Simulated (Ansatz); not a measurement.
Ligand exchange: GaH(CH3)(SH) + AlH(SH)2 → GaH(SH)2 + AlH(CH3)(SH)

Species: GaH(CH3)(SH), singlet; AlH(SH)2, singlet; GaH(SH)2, singlet; AlH(CH3)(SH), singlet. The partners trade CH3 for SH: Ga–CH3 and Al–SH bonds give way to Ga–SH and Al–CH3.

Shapes, held fixed at every level: PBE0-D4/def2-TZVP. Flexible molecules stand in one conformer, not always the lowest. Programs: Ansatz 0.2.0. The zero-point and thermal change to 298 K, harmonic and unscaled (PBE0-D4/def2-TZVP), is -0.7 kJ/mol.

| level | kind | ΔH(298 K) (kJ/mol) | less CCSD(T)/def2-TZVPP | CPU time (sum over the molecules) |
| --- | --- | --- | --- | --- |
| HF/def2-SVP | Hartree–Fock | +6.5 | -6.0 | – |
| SPW92/def2-TZVPP | LDA | +9.4 | -3.1 | 15 s |
| B3LYP-D4/def2-TZVPP | global hybrid | +8.5 | -4.0 | 42 s |
| r2SCAN0-D4/def2-TZVPP | global hybrid | +10.0 | -2.5 | 49 s |
| wB97M-V/def2-TZVPP | range-separated hybrid | +10.0 | -2.5 | 1.7 min |
| MP2/def2-TZVPP | perturbation theory | +13.8 | +1.3 | – |
| CCSD(T)/def2-TZVPP | coupled cluster or CI | +12.5 | 0.0 | 3.9 min |

The highest level, CCSD(T)/def2-TZVPP, gives ΔH(298 K) = +12.5 kJ/mol; the levels span +6.5 to +13.8. The column of differences is taken from that level and isn't an error. No measured value is set beside it here. Relativity is left out for Ga unless named. Correlated rows may include outer-core shells of Ga, which these sets cover unevenly. Times are processor times on shared x86 and Arm servers, and rough.

The exchange is endothermic at every level, +12.5 kJ/mol with CCSD(T), so thiolate prefers aluminium and methyl prefers gallium in these monomers. The likely reason is the greater electropositivity of aluminium: the filled 3d shell of gallium screens the nuclear charge poorly, holding its valence electrons more tightly. Aluminium therefore gains more from a polar bond to SH, which carries negative charge better than methyl does, and perhaps also from sulfur lone-pair donation into its empty p orbital. A simple hard–soft argument, pairing the softer gallium with sulfur, would predict the opposite direction.

Each side has the same kinds of ligand and the same metal coordination numbers, so much of the error in the individual bond energies should cancel. The sign is thus firmer than the magnitude, for which the density functionals all fall below CCSD(T) and MP2 slightly above it. The preference can't be carried over directly to condensed phases, where thiolate or methyl bridges between metal centres could change the balance.
